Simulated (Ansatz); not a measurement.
All numbers below come from DFT PBE, scalar-relativistic, plane waves, PAW in Ansatz 0.2.0. All cells share a 420 eV cutoff and Γ-centred k meshes spaced at most about 0.3 Å⁻¹ (about 0.25 or finer for metals, 2π included). No spin polarisation in the final relaxations.

These are static total energies at zero pressure.

Two forms of SnGe5 were relaxed alike.

A.

```
CELL_PARAMETERS angstrom
5.51514 0.00000 0.00000
-2.75757 4.77625 0.00000
0.00000 0.00000 5.04393
ATOMIC_POSITIONS crystal
Sn 0.00000 0.00000 0.00000
Ge 0.33333 0.66667 0.00000
Ge 0.66667 0.33333 0.00000
Ge 0.50000 0.00000 0.50000
Ge 0.50000 0.50000 0.50000
Ge 0.00000 0.50000 0.50000
```

B.

```
CELL_PARAMETERS angstrom
0.00000 4.64915 4.64915
4.64915 0.00000 4.64915
4.64915 4.64915 0.00000
ATOMIC_POSITIONS crystal
Sn 0.00000 0.00000 0.00000
Ge 0.50000 0.50000 0.50000
Ge 0.95602 0.34799 0.34799
Ge 0.34799 0.95602 0.34799
Ge 0.34799 0.34799 0.95602
Ge 0.34799 0.34799 0.34799
```

Question: Which form is favoured at zero pressure, and by what margin per atom?

Answer: A is lower, by 0.38 eV/atom. A has the CaCu5 type, space group P6/mmm (No. 191), 22.1 Å³/atom and no gap on its mesh; B has space group F-43m (No. 216), 33.5 Å³/atom and no gap. Counting Ge atoms around Sn (those within 1.25 times the shortest such distance or 1.15 times the sum of covalent radii; a plus sign parts nearer from farther groups; the shortest distance is added where it is long for a bond), A has Sn 6+12 from 3.2 Å and B has Sn 12+6 from 3.8 Å. The denser one is the lower, and pressure would at first widen the difference. Even the lower one lies +0.35 eV/atom against the reference forms of the elements (uncorrected), so neither is stable at this level. Both come from invented guesses. A third cell relaxed alike, in P-62m, lies 57 meV/atom below the lower of the two.

Cells relaxed within their symmetry can be saddle points.

The preference for A does not mean that Sn and Ge favour close packing. It reflects how poorly B uses its open space. In B each Ge has four near Ge neighbours, but the outer ones form compact tetrahedra with bond angles far below the ideal for sp³ bonding. Sn sits in a cavity whose nearest Ge atoms, at 3.8 Å, are well beyond a normal covalent bond. B thus pays for strained Ge bonds and gains little from Sn, whose valence p electrons probably leave partly filled states and so close the gap. A replaces directional bonds with many longer, metallic contacts, which is the lesser loss here.

Both forms lie above the elements for a related reason: Sn and Ge share a group and differ little in electronegativity, so little charge transfer or ionic attraction can repay the lost tetrahedral bonding. Substituting Sn into diamond-type Ge would keep that bonding and probably cost much less, so the result does not speak against dilute Ge–Sn alloys.
